Dear colleague,

your Si-doped GaAs channel is an insulator at zero field, shows the Hall plateau $2e^2/h$ between a lower field $B_-$ and an upper field $B_+$, and is an insulator again beyond. You want to know which way, and how far, $B_-$ and $B_+$ should move when you change one thing: the density, the mobility, the gate voltage, the band mass, the tilt angle or the temperature. Here is what the levitation argument of Khmelnitskii and of Laughlin (both 1984) predicts.

## The result

I take non-interacting electrons in one parabolic subband of mass $m$, with total density $n$, one relaxation time $\tau$ and mobility $\mu=e\tau/m$. The two spins are independent, identical copies with density $n/2$ each. Conductivities are in units of $e^2/h$, Hall conductivities are taken positive, $B$ is the perpendicular field, and $x=\omega_c\tau=\mu B$ with $\omega_c=eB/m$. The density of states per spin is taken constant, $m/2\pi\hbar^2$, with energies counted from the band bottom, so that $E_F=\pi\hbar^2n/m$. The zero-field Drude conductivity per spin is

$$g=\frac{n\mu h}{2e}=\frac{E_F\tau}{\hbar}=\frac{k_F\ell}{2},$$

where $k_F=\sqrt{2\pi n}$ and $\ell$ is the mean free path. The Drude resistivity tensor per spin has diagonal element $1/g$ and Hall element $x/g$. Its inverse gives

$$\sigma_{xx}^0=\frac{g}{1+x^2},\qquad \sigma_{xy}^0=\frac{gx}{1+x^2}=\frac{nh}{2eB}\,\frac{x^2}{1+x^2}.$$

These are the short-distance starting values of the two-parameter scaling flow. The flow is periodic in $\sigma_{xy}$ and symmetric about each half-integer, so it does not cross the lines $\sigma_{xy}=N+\tfrac12$. A starting value between two such lines flows to the integer between them, and a starting value on a line stays delocalised. Setting $\sigma^0_{xy}=N+\tfrac12$ and $g=E_N\tau/\hbar$ gives the energies of the extended states:

$$E_N=\left(N+\tfrac12\right)\hbar\omega_c\left[1+(\omega_c\tau)^{-2}\right]=\left(N+\tfrac12\right)\frac{\hbar}{\tau}\left(x+\frac1x\right).$$

At fixed $\tau$ each level has its minimum $(2N+1)\hbar/\tau$ at $x=1$, follows the Landau level centre for $x\gg1$, and floats up as $1/B$ for $B\to0$. Level $N$ dips below $E_F$ only if $g>2N+1$. The total Hall conductivity is twice the number of levels below $E_F$, so the sequence 0-2-0 needs $1<g<3$. For $N=0$ the crossing condition is $x+1/x=2g$, with roots $x_\pm=g\pm\sqrt{g^2-1}$. Their sum is $2g$ and their product is 1, that is

$$B_++B_-=\frac{nh}{e},\qquad B_+B_-=\frac1{\mu^2}.$$

The density fixes the sum and the mobility fixes the product. Most of what follows is read from these two rules.

## Reference sample

I assume $n=2.0\times10^{11}$ cm$^{-2}$ and $\mu=3000$ cm$^2$/Vs. These inputs are illustrative, chosen so that $1<g<3$ and the window lies at a few tesla, as is typical of such channels. Here $\mu$ is the Drude parameter, to be taken at a temperature where localisation corrections are small, and not from the insulating low-temperature resistance. The mass is the compiled value $0.067\,m_e$ (Vurgaftman 2001). All numbers are the model's. They are computed from unrounded intermediates, and the third figure serves only to compare one case with another.

Then $g=1.24$, $\tau=0.114$ ps, $\hbar/\tau=5.76$ meV, $E_F=7.15$ meV and $\ell=22$ nm. The Fermi energy lies above the minimum of $E_0$, 5.76 meV, and below that of $E_1$, 17.3 meV. With $\sqrt{g^2-1}=0.734$ the roots are $x_-=0.506$ and $x_+=1.98$, so $B_-=1.69$ T and $B_+=6.58$ T. The sum is 8.27 T and the geometric mean is $1/\mu=3.33$ T. The total filling factor at a transition is $\nu=nh/eB=1+x^{-2}$, which is 4.90 at $B_-$ and 1.26 at $B_+$. Filling 2 falls at 4.14 T, inside the window.

## Signs by reasoning

**More density at fixed mobility.** The horizontal line $E_F$ rises against an unchanged U-shaped curve $E_0(B)$. The window opens on both sides, and since the product is fixed, $B_+$ is multiplied by the factor by which $B_-$ is divided. At the upper edge one might expect $B_+\propto n$. The response must be stronger, because $B_-$ falls while the sum grows as $n$.

**More mobility at fixed density.** The sum is fixed and the product falls, so the two fields move apart by the same number of tesla. In relative terms $B_-$ moves $B_+/B_-=3.9$ times as much as $B_+$. The upper field has a ceiling: for large $g$, $B_+\simeq(nh/e)(1-1/4g^2)$, which tends to $\nu=1$, while $B_-\simeq e/(hn\mu^2)$.

**Gate voltage.** With ionised Si donors as scatterers, the mobility usually rises with density. Both effects above then have the same sign and add, mostly at $B_-$.

**Heavier mass**, as hydrostatic pressure would give. The sum and product rules do not contain $m$, so at fixed $n$ the mass acts only through $\mu$. In the Born approximation $1/\tau\propto m|U(q)|^2$, with the screened potential $U\propto1/(q+q_{TF})$ and the Thomas-Fermi wave number $q_{TF}=2/a_B^*\propto m$, where $a_B^*$ is the effective Bohr radius. Weak screening gives $\mu\propto m^{-2}$ and strong screening gives $\mu\propto m^0$. With the compiled dielectric constant 12.87 (Rakita 2019, 300 K), $q_{TF}=0.20$ nm$^{-1}$, close to $2k_F=0.22$ nm$^{-1}$. The channel lies between the limits, and I assume $\mu\propto1/m$. The window then narrows at constant sum.

**Tilt at fixed $B$.** The orbital quantity $x$ does not change for a thin channel. The Zeeman energy grows, and each transition splits into two about a nearly unmoved centre.

**Temperature.** It does not enter the condition. For $T\ll\hbar/\tau k_B=67$ K the transitions should sharpen on cooling and stay in place.

## Sizes by calculation

Differentiating $x_\pm$ gives $d\ln x_\pm/d\ln g=\pm S$ with $S=g/\sqrt{g^2-1}=1.69$. Since $B_\pm=x_\pm/\mu$ and $g\propto n\mu$,

$$d\ln B_\pm=\pm S\,d\ln n+(\pm S-1)\,d\ln\mu .$$

The density coefficients are $\pm1.69$. The mobility coefficients are $+0.69$ for $B_+$ and $-2.69$ for $B_-$. For a gate sweep with $\mu\propto n^{a}$ the coefficients are $\pm(1+a)S-a$. I assume $a=1$ as an illustration, which gives $+2.38$ and $-4.38$. The table lists the full solution of the quadratic, with the linear estimate for a 10 % change in brackets.

| change | $g$ | $B_-$ (T) | $B_+$ (T) | shift of $B_-$ (%) | shift of $B_+$ (%) |
|---|---|---|---|---|---|
| none | 1.24 | 1.69 | 6.58 | | |
| $n$ up 10 % | 1.36 | 1.45 | 7.65 | $-14$ ($-17$) | $+16$ ($+17$) |
| $n$ down 10 % | 1.12 | 2.07 | 5.38 | $+22$ ($+17$) | $-18$ ($-17$) |
| $\mu$ up 10 % | 1.36 | 1.32 | 6.95 | $-22$ ($-27$) | $+6$ ($+7$) |
| gate, $n$ and $\mu$ up 10 % | 1.50 | 1.16 | 7.94 | $-31$ ($-44$) | $+21$ ($+24$) |
| $m$ up 10 %, $\mu\propto1/m$ | 1.13 | 2.22 | 6.05 | $+32$ ($+27$) | $-8$ ($-7$) |

All signs are those of the reasoning. In the mobility row both fields move by 0.37 T, in opposite directions. The linear estimate overshoots when the window opens and falls short when it closes. One reason is that $S$ grows without bound as $g\to1$, where the width $B_+-B_-=2\sqrt{g^2-1}/\mu$ closes as a square root.

**Closing the window.** At fixed mobility $g=1$ is reached at $n=2e/h\mu=1.61\times10^{11}$ cm$^{-2}$, a change of $-19$ %, and the two transitions merge at 3.33 T. With $\mu\propto n$ we have $g\propto n^2$. The plateau is then lost at $1.80\times10^{11}$ cm$^{-2}$, a change of only $-10$ %, and the merger is at 3.71 T. In the other direction $E_1$ first touches $E_F$ at $g=3$, and the sequence becomes 0-2-4-2-0 above $4.84\times10^{11}$ cm$^{-2}$ at fixed mobility, or above $3.11\times10^{11}$ cm$^{-2}$ with $\mu\propto n$.

**Tilt.** Let $\theta$ be the angle between the field and the normal, so that $E_Z=|g^*|\mu_BB/\cos\theta$. Then $E_Z\tau/\hbar=\eta x$ with $\eta=|g^*|m/(2m_e\cos\theta)$. The typical bulk value $|g^*|\approx0.44$ gives $\eta=0.0147$ at $\theta=0$. With a constant density of states and the same $\tau$ for both spins, the kinetic Fermi energies are $E_F+sE_Z/2$, where $s=+1$ for the majority spin and $s=-1$ for the minority spin. The condition $x+1/x=2g+s\eta x$ is again quadratic:

$$x=\frac{g\pm\sqrt{g^2-1+s\eta}}{1-s\eta}.$$

To first order in $\eta$ the splitting is $\Delta B_\pm=\eta x_\pm^2/(\mu\sqrt{g^2-1})$, and the centre moves only in second order. The majority spin has the wider window, so a strip with Hall conductivity 1 borders the plateau on each side. Untilted, the strips are 0.26 T wide at $B_+$ and 0.017 T wide at $B_-$. At $\theta=60^\circ$ they are 0.52 T and 0.034 T. At $B_+$ the untilted $E_Z$ is 0.17 meV, or 1.9 K, which is a fraction 0.029 of $\hbar/\tau$. If tilting uncovers a 0-2-1-0 sequence, it should do so at the upper edge.

## What could spoil this

**The Drude input.** Its expansion parameter is $1/k_F\ell=0.40$. A correction of that relative size to $g$ could carry the sample across $g=1$. I therefore trust the signs, the asymmetry between the two edges and the square-root closing more than any entry in the table.

**Landau quantisation.** The relative modulation of the density of states is about $2e^{-\pi/x}$ if the quantum lifetime equals $\tau$. This is 0.41 at $B_+$ and 0.004 at $B_-$. At the upper edge the conversion between $n$ and $E_F$ is thus poor. The tilt estimate there leans on it and is good only to within tens of per cent, and $\sigma^0_{xy}$ itself acquires an oscillating part.

**Interaction.** At $B_+$ the magnetic length $\ell_B=\sqrt{\hbar/eB}$ is 10 nm and $e^2/4\pi\epsilon\epsilon_0\ell_B=11$ meV, larger than $\hbar/\tau$. Exchange enhances the spin splitting, so within this picture the strip widths are lower estimates.

**Reaching the scaling regime.** On the line $\sigma^0_{xy}=\tfrac12$ the starting value is $\sigma^0_{xx}=1/2x$, namely 0.99 at $B_-$ and 0.25 at $B_+$. In a magnetic field the leading flow per spin is $d\sigma_{xx}/d\ln L=-1/(2\pi^2\sigma_{xx})$. It uses up $\sigma_{xx}^0$ at a length $\xi$ with $\ln(\xi/\ell)=\pi^2(\sigma^0_{xx})^2$. The exponent is 0.6 at $B_+$ but 9.6 at $B_-$, where $\xi$ is of order 0.3 mm. The formula is only a guide at $\sigma_{xx}\approx1$. Still, the phase coherence length of such a film is typically a micrometre or less, so the true lower transition may be out of reach.

A rival mechanism then produces a crossing of isotherms. In the diffusive regime the interaction correction changes $\sigma_{xx}$ by a temperature-dependent $\delta\sigma$ and leaves $\sigma_{xy}$ alone. From $\rho_{xx}=\sigma_{xx}/(\sigma_{xx}^2+\sigma_{xy}^2)$, with total zero-field conductivity $\sigma_0=2g$,

$$\delta\rho_{xx}=(x^2-1)\,\frac{\delta\sigma}{\sigma_0^2},$$

which changes sign at $\mu B=1$ whatever the density. As typical knowledge and not as a measurement, low-field crossings in disordered GaAs channels are often found near $\mu B\approx1$. The model's $x_-=0.506$ may therefore lie below what you see by up to a factor of two.

The response tells the two apart. Ten per cent more density at fixed mobility shifts a levitation crossing by $-14$ % and a $\mu B=1$ crossing not at all. Ten per cent more mobility shifts them by $-22$ % and $-9$ %. In the gate sweep with $\mu\propto n$ the shifts are $-31$ % and $-9$ %. The cleanest test needs no mobility. Dividing the sum rule by $nh/e$ gives $1/\nu_++1/\nu_-=1$, so plot $B_++B_-$ against $nh/e$ over the gate sweep. Levitation at the Drude level gives a line of unit slope through the origin, ending where $B_+=B_-$ at $\nu=2$.